Margin comments on the threshold law tan δ_l = −a_l k^(2l+1) and the hard-sphere volumes

The calculation in comment 3 is wrong. It gives R³/9 for the p-wave volume of a hard sphere, where the true value is R³/3. It is written out because its fault, a miscopied small-argument limit of the Neumann function, passes the tests that are usually applied.

1. Conventions. Two atoms of mass m have reduced mass μ = m/2 and collision energy E = ħ²k²/2μ. The potential vanishes beyond a radius R₀. Outside it the radial function ψ_l (not r times it) is

ψ_l(r) ∝ j_l(kr) cos δ_l − n_l(kr) sin δ_l,

with j₀(x) = sin x/x and n₀(x) = −cos x/x. At large x, j_l → sin(x − lπ/2)/x and n_l → −cos(x − lπ/2)/x, so that ψ_l → sin(kr − lπ/2 + δ_l)/kr. Repulsion pushes the nodes outward and makes δ_l negative, hence a_l positive. Let γ = R₀ψ′/ψ be the logarithmic derivative of the inner solution at R₀, and x = kR₀. Continuity of ψ′/ψ gives

tan δ_l = [x j_l′(x) − γ j_l(x)] / [x n_l′(x) − γ n_l(x)].

The step that books pass over is why γ may be frozen. The regular inner solution is integrated over a finite interval, and the energy enters its equation only as k², so γ = γ₀ + O(k²). All the strong k dependence sits in j_l and n_l. A hard sphere of radius R = R₀ has ψ(R) = 0, that is γ → ∞, and tan δ_l = j_l(kR)/n_l(kR) at every k.

For identical fermions in one spin state the amplitude is f(θ) − f(π − θ). Even l cancel and odd l double. The two atoms cannot be told apart, so the solid angle is integrated over one hemisphere, and σ = (8π/k²) Σ over odd l of (2l+1) sin²δ_l. The p wave alone gives σ₁ = (24π/k²) sin²δ₁.

2. Inputs. Take m ≈ 39.964 u for ⁴⁰K and a collision energy E = k_B × 10 μK. Then k = √(m E)/ħ = 2.8703 × 10⁷ m⁻¹ = 1.5189 × 10⁻³ a₀⁻¹, and 1/k = 658 a₀. The sphere is a stand-in for the real potential. Its radius is set to R = 144 a₀, chosen so that the correct volume has the typical magnitude, about 10⁶ a₀³, of the p-wave volume of ⁴⁰K away from Feshbach resonances. Then x = kR = 0.21872.

3. The wrong attempt. Line W2 is false, and so is everything that leans on it.

W1. j_l(x) → x^l/(2l+1)!! as x → 0.
W2. (false) n_l(x) → −(2l+1)!!/x^(l+1) as x → 0.
W3. (false) tan δ_l = j_l/n_l → −x^(2l+1)/[(2l+1)!!]², so a_l = R^(2l+1)/[(2l+1)!!]².
W4. (false) a₀-wave check: l = 0 gives a scattering length R; l = 1 gives a₁ = R³/9 = 3.32 × 10⁵ a₀³.
W5. (false) δ₁ = −x³/9 = −1.163 × 10⁻³ rad and σ₁ = 24π a₁² k⁴ = 44.2 a₀² = 1.24 × 10⁻¹⁵ cm².

W2 is easy to write. The coefficient is sometimes printed as (2l+1)!!/(2l+1), which spares the author the symbol (−1)!!, and the denominator gets lost. It also looks tidy that n_l should carry the reciprocal of the coefficient of j_l.

4. Why the usual tests pass. The powers of x are right, so tan δ_l ∝ k^(2l+1) and σ_l ∝ k^(4l) come out unharmed. The sign is right. The s-wave scattering length equals R, as it must, because 1!! = (−1)!! = 1 and the lost factor 2l+1 is unity at l = 0. The fault begins at l = 1, which is the leading wave for spin-polarised fermions.

5. The symptom. The p-wave hard sphere needs no tables. With φ = kr + δ₁, the function u(r) = sin φ/(kr) − cos φ solves u″ + (k² − 2/r²)u = 0 and tends to −cos φ = sin(kr − π/2 + δ₁), so δ₁ is the phase shift of comment 1. The condition u(R) = 0 reads tan(x + δ₁) = x, and on the branch that vanishes at threshold

δ₁ = arctan x − x = −x³/3 + x⁵/5 − …

At x = 0.21872 this is −3.391 × 10⁻³ rad. Line W5 has 0.343 of it. A threshold formula may miss the exact phase by a relative amount of order x² = 0.048, and the miss must shrink as k → 0. Here the ratio tends to 1/3 and stays there. A ratio that tends to a constant other than one means a wrong coefficient, not a truncated series.

The same symptom shows in space. At small kr the function u is proportional to r² − 3a₁/r, which follows from expanding u with δ₁ = −a₁k³. With a₁ = R³/9 its node lies at R/3^(1/3) = 0.693 R = 99.8 a₀, inside the sphere instead of on its surface.

6. The faulty line. W1 and W2 can be tested as a pair. Both functions solve the same radial equation, so x²(j_l n_l′ − j_l′ n_l) is a constant, and the large-x forms fix it at sin² + cos² = 1. Insert j_l → x^l/(2l+1)!! and n_l → −C/x^(l+1):

x²(j_l n_l′ − j_l′ n_l) → C[(l+1) + l]/(2l+1)!!.

With C = (2l+1)!! this is 2l+1, which equals 3 for the p wave and contradicts the constant. To see which line is at fault, use the generating formulas j_l = x^l D^l (sin x/x) and n_l = −x^l D^l (cos x/x), with D = −(1/x) d/dx. For j_l the first term of the series of sin x/x to survive l applications of D is (−1)^l x^(2l)/(2l+1)!. It yields (2l)!!/(2l+1)! = 1/(2l+1)!!, so W1 stands. For n_l the leading term is 1/x, and D takes x^(−(2s+1)) into (2s+1) x^(−(2s+3)). The l applications, s = 0 to l−1, give 1·3·…·(2l−1). The product stops one factor earlier than in W2:

n_l(x) → −(2l−1)!!/x^(l+1), with (−1)!! = 1.

This C makes the Wronskian constant one. For l = 1, n₁ = −cos x/x² − sin x/x has the value −21.40 at x = 0.21872. The true limit −1/x² gives −20.90, and W2 gives −62.71.

7. The mended calculation. For small x, x j_l′ → l j_l and x n_l′ → −(l+1) n_l. The matching formula becomes

tan δ_l → [(l − γ₀)/(l + 1 + γ₀)] x^(2l+1)/[(2l+1)!!(2l−1)!!],

which is tan δ_l = −a_l k^(2l+1) with

a_l = [(γ₀ − l)/(γ₀ + l + 1)] R₀^(2l+1)/[(2l+1)!!(2l−1)!!].

Since sin²δ_l → a_l² k^(4l+2), the partial cross section scales as k^(4l). For the fermions, σ_l → 8π(2l+1) a_l² k^(4l) with l odd. Two exceptions sit in the bracket. If γ₀ = l, a_l vanishes and the phase starts at a higher power of k. If γ₀ = −(l+1), the zero-energy outer solution is pure r^(−(l+1)), the leading denominator cancels down to order k², and in general tan δ_l ∝ k^(2l−1); this is a state at threshold.

For the hard sphere the bracket is one:

a_l = R^(2l+1)/[(2l+1)!!(2l−1)!!],

that is R, R³/3, R⁵/45, R⁷/1575 for l = 0 to 3. The p-wave value matches the first term of arctan x − x, and r² − 3a₁/r now vanishes at r = R. Because W2 changes only the coefficient of n_l, it divides a_l by 2l+1 and σ_l by (2l+1)² for every finite-range potential whose a_l is found by this matching, not only for the sphere.

8. The size of the error. With R = 144 a₀, a₁ = 9.95 × 10⁵ a₀³. At E = k_B × 10 μK the model gives:

false limit: δ₁ = −1.163 × 10⁻³ rad, σ₁ = 44.2 a₀²
threshold law: δ₁ = −3.488 × 10⁻³ rad, σ₁ = 398 a₀² = 1.11 × 10⁻¹⁴ cm²
exact hard sphere: δ₁ = −3.391 × 10⁻³ rad, σ₁ = 376 a₀² = 1.05 × 10⁻¹⁴ cm²

The slip costs a factor 3 in the volume and 9 in the threshold cross section. Against the exact sphere it is low by a factor 8.5, whereas the correct threshold law is high by 2.9 % in the phase and 5.8 % in σ₁, close to 3x²/5 and 6x²/5.

A gas at T = 10 μK does not collide at one energy. For a non-degenerate gas the rate-weighted cross section is ⟨σv⟩/⟨v⟩ = ∫ σ(ε) ε e^(−ε) dε, with ε = E/k_BT from 0 to ∞. The threshold law has σ ∝ ε², so the integral is Γ(4) = 6 times the value at ε = 1, namely 2.39 × 10³ a₀², and it grows as T². The weight ε³e^(−ε) peaks at ε = 3, where the finite-k correction is larger. Numerical integration of the exact p-wave σ₁ gives 0.81 of the threshold value, 1.94 × 10³ a₀² or 5.4 × 10⁻¹⁴ cm². The false limit gives 265 a₀², too low by a factor 7.3. A collision rate computed from it is low, and a time between collisions long, by that factor.

9. The sister slip, the sign. Some texts define n₀ = +cos x/x and write the outer solution with a plus sign, j_l cos δ_l + n_l sin δ_l. Taking the limit +(2l−1)!!/x^(l+1) from such a text into the matching formula of comment 1 reverses every a_l. The Wronskian constant comes out as −1, and the s-wave length as −R, so that the zero-energy function r − a would have no node at the wall. No threshold cross section reveals this slip, since σ_l depends on a_l². It shows in whatever is linear in a_l, such as the interaction energy of the gas, which would be attractive for a purely repulsive core.

10. Real atoms are not of finite range. For a tail −C_n/rⁿ the first-order phase at small k contains ∫ r^(2l+2−n) dr, which converges at large r only if n > 2l + 3. With n = 6 the scattering length and the p-wave volume exist, and a₃ does not. Write 2μV/ħ² = −β⁴/r⁶ with β = (2μC₆/ħ²)^(1/4). A typical C₆ ≈ 3900 E_h a₀⁶ for potassium gives β = 130 a₀ and kβ = 0.197. The p-wave centrifugal barrier, the maximum of (ħ²/2μ)(2/r² − β⁴/r⁶), lies at k_B × 280 μK, far above the collision energy. The first-order phase from the tail beyond r₀ is (kβ)⁴ ∫ j_l²(y) y⁻⁴ dy from kr₀ to ∞.

For l = 1 the integral is 1/(9kr₀) − π/35 + O(kr₀). The first piece goes as k³ in the phase and belongs to a₁. The second comes from r of order 1/k and adds −(π/35)(kβ)⁴ = −1.36 × 10⁻⁴ rad, which is 3.9 % of a₁k³. It is a correction of relative order k, absent for finite range, and here slightly larger than the 2.9 % of comment 8. For l = 3 the integral converges at the origin to π/3465 and δ₃ = +1.4 × 10⁻⁶ rad, about 90 times the magnitude x⁷/1575 = 1.5 × 10⁻⁸ rad of the sphere. Even so σ₃/σ₁ = (7/3)(δ₃/δ₁)² = 3.6 × 10⁻⁷.

Polarised atoms also carry parallel magnetic moments, about one Bohr magneton each in a stretched state. Their interaction is 2μV/ħ² = d(1 − 3cos²ϑ)/r³, where ϑ is measured from the field and d = mμ₀μ_B²/(4πħ²) = 0.97 a₀. The Fourier transform of (1 − 3cos²ϑ)/r³ is 4π(cos²ϑ_q − 1/3), so the first-order fermion amplitude is −d(cos²ϑ_q − cos²ϑ_q′), with q = k − k′ and q′ = k + k′ perpendicular. It is independent of energy and at most d, against a peak p-wave amplitude 6a₁k² = 13.8 a₀. Averaged over the field direction it vanishes, so its interference with the p wave drops out, and its mean square is 4d²/15. The hemisphere then adds 8πd²/15 = 1.6 a₀², or 0.4 % of σ₁. This exceeds the f-wave share above, and it is the term that ends the k⁴ fall at much lower energy. At 10 μK the short-range p wave carries the cross section.

11. What the numbers mean for potassium. The values of about 4 × 10² a₀² at E = k_B × 10 μK and 2 × 10³ a₀² rate-weighted are the model's. Their size was put in through R, so they test nothing about ⁴⁰K, and they are sensitive to that input: a 10 % larger R multiplies the threshold σ₁ by 1.77. The model also has the wrong sign, because the p-wave volume of ⁴⁰K away from resonances is typically negative, near −10⁶ a₀³, which no hard sphere can give. A negative volume obtained through the sign slip of comment 9 would resemble the real atom by accident only. The threshold cross section is blind to that sign, but the corrections are not: the tail term of comment 10 lowers |δ₁| when a₁ is negative, and the k² correction of the real potential need not follow the factor 0.81 of the sphere. The factor 9 from the false limit is independent of all this and is far larger than any of these corrections.